CISD looks wrong in this table. It optimises all single and double excitations of the valence electrons together, while RMP2 only estimates their effect by second-order perturbation theory. Yet CISD puts the atomization energy 41 kJ/mol below the RCCSDTQ reference, twice the error of RMP2. The molecule's total energy tells the opposite story: CISD lies 49 kJ/mol above RCCSDT(Q), the best level for which the energies were compared, and RMP2 lies 126 kJ/mol above it.

Errors in the atomization energy (atoms minus molecule) of the neutral doublet radical H₂AlC, calculated with Ansatz 0.2.0 in the cc-pVDZ basis with frozen cores at the PBE0/def2-TZVP geometry. R marks restricted open-shell levels, and "valence" means 9 electrons in 10 orbitals. Zero-point and spin-orbit terms are not included.

```
           level  this level less the reference (RCCSDTQ, same basis) (kJ/mol)
             RHF                                                       -152.91
            RMP2                                                        -20.15
            CISD                                                        -41.28
           RCCSD                                                         -9.51
        RCCSD(T)                                                         -2.70
         BCCD(T)                                                         -2.70
          RCCSDT                                                         -0.87
       RCCSDT(Q)                                                         -0.21
  CASSCF valence                                                        -56.65
  NEVPT2 valence                                                        -23.66
  MRCISD valence                                                        -14.95
MRCISD+Q valence                                                         -7.57
```

The molecule is a planar H₂Al–C radical with both hydrogen atoms on aluminium and a bare carbon at the end, a high-lying isomer of AlCH₂. A negative error means that a level binds the atoms too weakly, and every level in the table does so. The calculations treat a doublet. Unrestricted calculations on this radical drift towards a higher spin, so a quartet may lie lower; this was not tested, but the levels in the table are compared for the same doublet.

To size the break, we need an idea of what an orderly series looks like. RHF, RCCSD and RCCSDT form one, because each step adds a complete rank of excitation: first pairs of electrons, then triples. The error falls by a factor of 16 in the first step and 11 in the second. Such a fall is plausible when correlation is moderate, since joint excitations that are not mere products of smaller ones become rarer as more electrons must take part.

The smooth model therefore assumes an equal factor per rank and is fixed by RHF and RCCSDT alone. For a complete treatment of doubles it predicts the geometric mean of their errors, about −11.5 kJ/mol. RCCSD, which was not used, comes out at −9.5 kJ/mol, so the model is good to about a fifth there. CISD overshoots the predicted error by 30 kJ/mol, far more than the model's own uncertainty. Triple excitations are not the reason, because RCCSD has no independent triples either.

An atomization energy is a difference, so its error has two sources. Call the gap of a level its total energy less that of RCCSDT(Q), taken once for the molecule and once for the four free atoms together. Then

error of the level − error of RCCSDT(Q) = gap of the atoms − gap of the molecule

The molecular gap comes directly from the calculated energies, and the atomic gap follows from this equation. A level may have large gaps and still do well if the two are alike.

For CISD they are not alike. Its gap is 49 kJ/mol in the molecule but only 8 kJ/mol in the atoms. The comparison with RCCSD is sharper still: CISD lies 33 kJ/mol higher in the molecule, but only 1.3 kJ/mol higher in the atoms. Whatever CISD lacks, the separate atoms hardly need it.

Theory says what this is. Let Φ₀ be the starting determinant, and let T₁ and T₂ create single and double excitations in RCCSD, as C₁ and C₂ do in CISD. The two wave functions are

CISD: Ψ = (1 + C₁ + C₂) Φ₀
RCCSD: Ψ = exp(T₁ + T₂) Φ₀ = (1 + T₁ + T₂ + ½ T₂² + …) Φ₀

The term ½ T₂² describes two pairs of electrons that are excited at the same time, each for its own reason. CISD forbids this: while one pair is excited, all other pairs must stay in their original orbitals.

In a molecule with nine valence electrons, this ban is costly. Electrons in the Al–H bonds avoid each other largely independently of what those near carbon are doing, so both pairs should be free to be excited at once. In the free atoms there is little to forbid. Hydrogen has one electron, aluminium has three valence electrons and so no second pair to excite, and carbon has four, just enough for two pairs. Because each atom is calculated separately, an excitation in one never blocks an excitation in another. CISD thus treats the joined atoms worse than the separate ones. This failure is known as the lack of size consistency, and it makes CISD bind too weakly.

The cost can be estimated without fitting anything. Let w be the weight of the excited part of the CISD wave function and E_c the correlation energy that CISD recovers. During the fraction w in which one pair is excited, the remaining electrons lose roughly the energy E_c that they would otherwise have gained. The loss is therefore about w × E_c, which is the idea behind the Davidson correction.

The natural orbitals of the CISD calculation show that about 0.18 electrons have left the five main orbitals, which stand in here for those occupied in Φ₀. If each excitation promotes two electrons, w is half of that. The correlation energy is the RHF gap of the molecule less the CISD gap:

E_c ≈ 493 − 49 = 444 kJ/mol
w ≈ 0.18 / 2 = 0.09
loss ≈ 0.09 × 444 ≈ 40 kJ/mol

The actual difference between CISD and RCCSD in the molecule is 33 kJ/mol, and this value did not enter the estimate. The agreement supports the explanation in its order of magnitude, but no further. Some excitations promote only one electron, which makes w too small. On the other hand, a pair that is already excited cannot join in the correlation of the others, which makes the loss too large.

MRCISD shows the same fault in a milder form. It starts from a CASSCF wave function, which already contains every arrangement of the valence electrons in the valence orbitals, including simultaneous excitations within that space. Only products that put more than two electrons outside it are cut off. The gap of the molecule is now 17 kJ/mol and that of the atoms 3 kJ/mol, so the imbalance is smaller but has the same direction.

The label +Q stands for a Davidson correction that is meant to repair this, and here the second break appears. MRCISD+Q brings the molecule to within 2.7 kJ/mol of RCCSDT(Q), closer than RCCSD(T) with its 4.4 kJ/mol. Its atomization energy is nevertheless worse, with an error of −7.6 kJ/mol against −2.7 kJ/mol. Again the better molecule gives the poorer difference, but this time the atoms are at fault.

The correction lowers the atoms by 7.3 kJ/mol, although MRCISD had left them only 2.7 kJ/mol above RCCSDT(Q). They end up 4.6 kJ/mol too low. If they had stopped at the RCCSDT(Q) energy, the error would have been −2.9 kJ/mol, much like that of RCCSD(T). A small part of the overshoot may come from frozen cores that differ slightly between the two families of methods, but the lowering itself compares two levels with the same cores.

The likely cause lies in the formula of the correction. It multiplies a weight by a correlation energy and does not ask whether the atom has enough electrons for two simultaneous pair excitations. Aluminium, with three valence electrons, has no such excitations at all, and carbon has very few, yet both are credited with their energy. The correction thus repairs a real defect in the molecule and an almost non-existent one in the atoms.

RMP2 owes its better showing to the opposite situation. Its large molecular gap is 84 % matched by the atoms, whereas for CISD the matched share is only 16 %. A likely reason is that much of what second-order theory overlooks is correlation within each atom, which survives when the bonds form and so cancels in the difference. CASSCF is similar: it leaves out most of the short-range correlation, but the atoms account for 80 % of its gap. NEVPT2 is a milder case of a better molecule with a poorer difference: its molecule lies closer to RCCSDT(Q) than that of RMP2, yet its error is slightly larger, because the atoms match only 72 % of its gap. The output printed below gives both gaps for each level.

These breaks lead to one rule for neighbouring cases: ask what a level neglects, and whether the separated pieces neglect it too. Truncated configuration interaction tends to bind too weakly when small pieces join into a molecule with many more electrons, and a simple +Q correction may overshoot for pieces with only a few correlated electrons. The same question arises for the aluminium–carbon compounds used as precursors for oxide films in electronic devices, because models of their decomposition compare a molecule with its smaller fragments. For such energies, the errors found here count only one part, since a small basis adds its own.

Printed output of the fit:

```
Energy above RCCSDT(Q) in kJ/mol:
               row  molecule    atoms   error
               RHF     493.4    340.7  -152.9
              RMP2     126.1    106.1  -20.15
              CISD     48.95    7.878  -41.28
             RCCSD     15.87    6.571   -9.51
          RCCSD(T)     4.397    1.907    -2.7
           BCCD(T)     4.382    1.892    -2.7
            RCCSDT    0.7119  0.05187   -0.87
         RCCSDT(Q)         0        0   -0.21
    CASSCF valence     285.4      229  -56.65
    NEVPT2 valence     83.26    59.81  -23.66
    MRCISD valence     17.41     2.67  -14.95
  MRCISD+Q valence     2.717   -4.643   -7.57
Error of RHF over error of RCCSD: 16.08
Error of RCCSD over error of RCCSDT: 10.93
Smooth error expected for complete doubles (kJ/mol): -11.53
RCCSD less smooth value (kJ/mol): 2.024
CISD less smooth value (kJ/mol): -29.75
CISD error over smooth value: 3.579
CISD less RCCSD in atomization energy (kJ/mol): -31.77
CISD above RCCSD in the molecule (kJ/mol): 33.08
CISD above RCCSD in the atoms (kJ/mol): 1.307
Electrons promoted in CISD of the molecule: 0.1811
Davidson-type estimate of missing pair products (kJ/mol, rough): 40.25
Share of the RMP2 gap of the molecule also found in the atoms (%): 84.18
Same share for CISD (%): 16.09
Same share for CASSCF (%): 80.23
Same share for NEVPT2 (%): 71.83
Lowering of the molecule by +Q (kJ/mol): 14.69
Lowering of the atoms by +Q (kJ/mol): 7.313
MRCISD+Q error if its atoms were at RCCSDT(Q) (kJ/mol): -2.927
RCCSDT less RCCSD(T) in atomization energy (kJ/mol): 1.83
```
